**Q:** I know the bulk modulus and the shear modulus of a hexagonal metal, and I can measure one shear stiffness on a crystal. Can I estimate the whole elastic tensor from these three numbers on paper?

**A:** Roughly, if the shears that tilt the c axis and those that distort the hexagonal plane are about equally stiff. A calculated tensor shows how close you get in one such case. This one is for titanium in a hexagonal cell of three atoms, the cell of its omega phase.

Elastic constants of titanium in a three-atom hexagonal cell (P6/mmm), calculated with Ansatz 0.2.0 using LDA without spin polarization, PAW potentials and a 420 eV plane-wave cutoff. The k mesh is 11×11×15, with cold smearing of 0.15 eV. The constants are relaxed-ion values, with the atoms free to relax under each strain, and are listed in Voigt order.

```
row  elastic row  elastic c1 (GPa)  elastic c2 (GPa)  elastic c3 (GPa)  elastic c4 (GPa)  elastic c5 (GPa)  elastic c6 (GPa)
  1            1            167.10             69.60             36.90              0.00              0.00              0.00
  2            2             69.60            167.10             36.90              0.00              0.00              0.00
  3            3             39.00             39.00            221.50              0.00              0.00              0.00
  4            4              0.00              0.00              0.00             48.70              0.00              0.00
  5            5              0.00              0.00              0.00              0.00             48.70              0.00
  6            6              0.00              0.00              0.00              0.00              0.00             48.80
```

Each row is a component of stress and each column a component of strain, so C13, in row 1 and column 3, is the stress along axis 1 per unit stretch along axis 3. Axes 1 and 2 lie in the hexagonal plane and axis 3 is the c axis. Labels 4, 5 and 6 stand for shears: the first two tilt the c axis, and the third distorts the plane.

**Q:** That is 36 entries. How can three numbers be enough?

**A:** Symmetry does most of the work. It sets all the entries printed as zero, makes axes 1 and 2 equivalent, and ties the in-plane shear to the stretches through C66 = (C11 − C12)/2. The table obeys this: half the difference is 48.75 GPa, and C66 is 48.8 GPa.

For the rest, think of strains as changes of volume and changes of shape. The bulk modulus K resists a change of volume. There are five independent changes of shape: two tilt the c axis, with stiffness C44, and two distort the hexagonal plane, with stiffness C66. The fifth stretches the crystal along c while shrinking it in the plane, and I call its stiffness A, the axial shear.

In this crystal C44 and C66 are almost equal, so one number M serves for both. Three stiffnesses then remain: K, M and A.

**Q:** I can measure K and M. Where does A come from?

**A:** From the shear modulus G of a polycrystal. If all the randomly oriented grains were strained alike, the five changes of shape would count equally, so G = (4M + A)/5. Turned round, this gives A = 5G − 4M.

Here K is 94.0 GPa, G is 55.05 GPa and M, read from row 4, is 48.7 GPa. The axial shear is therefore 5 × 55.05 − 4 × 48.7 = 80.45 GPa. That G lies above M already tells you that the fifth change of shape must be stiffer than the other four.

**Q:** Show me how this becomes an entry of the table. Take row 3.

**A:** Stretch the crystal along c and hold its width. The volume grows, which costs K, and the shape changes in the axial way. Splitting the strain into these two parts gives C33 = K + 4A/3 for the stress along c, and C31 = K − 2A/3 for the coupling between c and the plane.

The estimate for C33 is 94.0 + 107.3, or about 201 GPa, where the calculation has 221.5 GPa. For C31 it is 94.0 − 53.6, or about 40 GPa, against 39.0 GPa. The coupling is good, and the stiffness along c is 9% below the computed value.

**Q:** And row 1?

**A:** A stretch along axis 1 changes the volume, brings in a smaller share of the axial shear, and distorts the plane as well. The in-plane distortion raises the stress along axis 1 and lowers it along axis 2 by the same amount. Hence C11 = K + A/3 + M and C12 = K + A/3 − M.

The common part, K + A/3, is 120.8 GPa. Adding and subtracting M gives about 170 and 72 GPa, where the table has 167.1 and 69.6 GPa. Both estimates are within 4% of the computed values.

**Q:** Your formula gives one value for C13 and C31, but the table has two. Is that numerical noise?

**A:** No, it comes from the stress already in the cell. The crystal is held stretched, with a tension of 9.87 GPa in the plane and 7.79 GPa along c. Stress is force per area. A stretch along c enlarges the side faces, so the in-plane tension is spread over more area and falls; a stretch in the plane does the same to the tension along c.

The larger tension loses more, so C13 should lie below C31 by the difference of the two tensions, 9.87 − 7.79 = 2.08 GPa. The table gives 39.0 − 36.9 = 2.1 GPa. In the estimate, I take half of this difference from C13 and add half to C31. In a crystal free of stress the two entries are equal and the step drops out.

**Q:** How good is the rule over the whole table?

**A:** Of the nine entries that link stretches to normal stresses, eight come out within about 2.5 GPa of the calculation. C33 is the exception, about 20 GPa too low. The output printed below the text lists the estimates beside their misses.

Nothing was fitted, but K and G are averages of this same tensor, both worked rows included. The comparison therefore tests how the rule shares out the stiffness among the entries, not whether the overall level is right.

**Q:** Could I leave out M and treat the metal as isotropic?

**A:** You would get C11 almost exactly, and that would mislead you. The isotropic formula K + 4G/3 gives 167.4 GPa for C11, but it must give the same value for C33, which is then 54 GPa too low. Over the nine entries the typical (rms) miss is 23 GPa, compared with 7 GPa for the rule with three numbers. The extra measurement pays because it separates the stiff axial shear from the four softer ones.

**Q:** Why does your rule still fail for C33?

**A:** There are two reasons, of about equal weight. The first is the G that I used. It is a Hill average, midway between the result for equal strain in all grains and the lower result for equal stress, whereas my formula assumes equal strain. The factor of five magnifies this small deficit: taken directly from the tensor, A is 88.0 GPa, and C33 would rise to about 211 GPa.

The second reason is that I kept changes of volume and of shape apart. Stretch the crystal equally in all directions and add up the entries: the stress rises by 273.6 GPa per unit strain in the plane, but by 299.5 GPa along c. A pure change of volume thus pulls harder along c. The rule has no term for this, and that accounts for the other 10 GPa.

**Q:** When should I not trust it for another hexagonal crystal?

**A:** Compare C44 with C66 first, which takes a second shear measurement. If they differ clearly, one M cannot stand for both, and the three-number rule can do worse than the isotropic formula. Then use A = 5G − 2C44 − 2C66, and put C66 in place of M in the formulas for C11 and C12. The rule also needs a crystal that shrinks by similar amounts along all axes under pressure, because it has no link between volume and shape. A layered crystal such as graphite fails on both counts: its sheets slide easily over each other, and it is squeezed far more easily along c than in the plane. Its Hill average also lies far below the equal-strain average, so do not use even the extended formulas there.

**Q:** I deposit titanium as an adhesion layer under metal contacts. May I use these values for the stress in my films?

**A:** Not these values. Such films normally have another hexagonal structure, and this cell is under a mean tension of about 9 GPa. Divided by K, that tension corresponds to a volume up to about a tenth above the one that LDA prefers; the excess is probably smaller, because K normally grows as the cell shrinks. LDA usually makes metals too compact, so the cell need not be larger than that of the real crystal. Metals usually soften when stretched, so the constants are probably below those of the relaxed crystal in the same local-density description.

What carries over is the way of thinking. In a hexagonal film the stress caused by a given strain depends on how the c axis lies, and K and G alone do not contain that dependence. In the usual structure of titanium C44 and C66 differ clearly, so measure both on oriented samples and use the extended formula for A.

**Q:** What makes the axial shear so stiff in this crystal?

**A:** That is the open question. The tensor shows that this one change of shape is about 1.8 times as stiff as the other four, but not which bonds or electrons resist it. A first step would be to relax the cell until it is free of stress and calculate the tensor again. If the ratio stays near 1.8, the cause lies in the structure itself; if it drops towards one, much of it came from the stretching.

Output of the analysis:

```
Rule with K and G and C44 in GPa:
  row     c1     c2     c3
    1  169.5   72.1  39.32
    2   72.1  169.5  39.32
    3  41.39  41.39  201.2
    4      0      0      0
    5      0      0      0
    6      0      0      0
Rule less computed value in GPa:
  row     c1     c2      c3
    1  2.402  2.502   2.417
    2  2.502  2.402   2.417
    3  2.392  2.392  -20.25
    4      0      0       0
    5      0      0       0
    6      0      0       0
Axial shear A estimated from 5G-4M, GPa: 80.45
Axial shear A taken directly from the tensor, GPa: 87.98
Direct axial shear over C44: 1.807
Half of C11-C12, GPa: 48.75
C31 less C13, GPa: 2.1
In-plane tension less axial tension, GPa: 2.075
Rms miss of the rule over the nine normal entries, GPa: 7.128
Miss of the rule for C33, percent: -9.142
Miss of the rule for C13, percent: 6.55
C33 by the rule with the direct axial shear, GPa: 211.3
Miss of C33 that then remains, GPa: -10.2
Isotropic rule for C11 and C33, GPa: 167.4
Isotropic rule for C12 and C13 and C31, GPa: 57.29
Isotropic rule less computed C33, GPa: -54.11
Isotropic rule less computed C13, GPa: 20.39
Rms miss of the isotropic rule over the nine normal entries, GPa: 22.93
Sum of the entries of row 1, GPa: 273.6
Sum of the entries of row 3, GPa: 299.5
Mean tension over bulk modulus as a rough linear volume excess, percent: 9.765
```
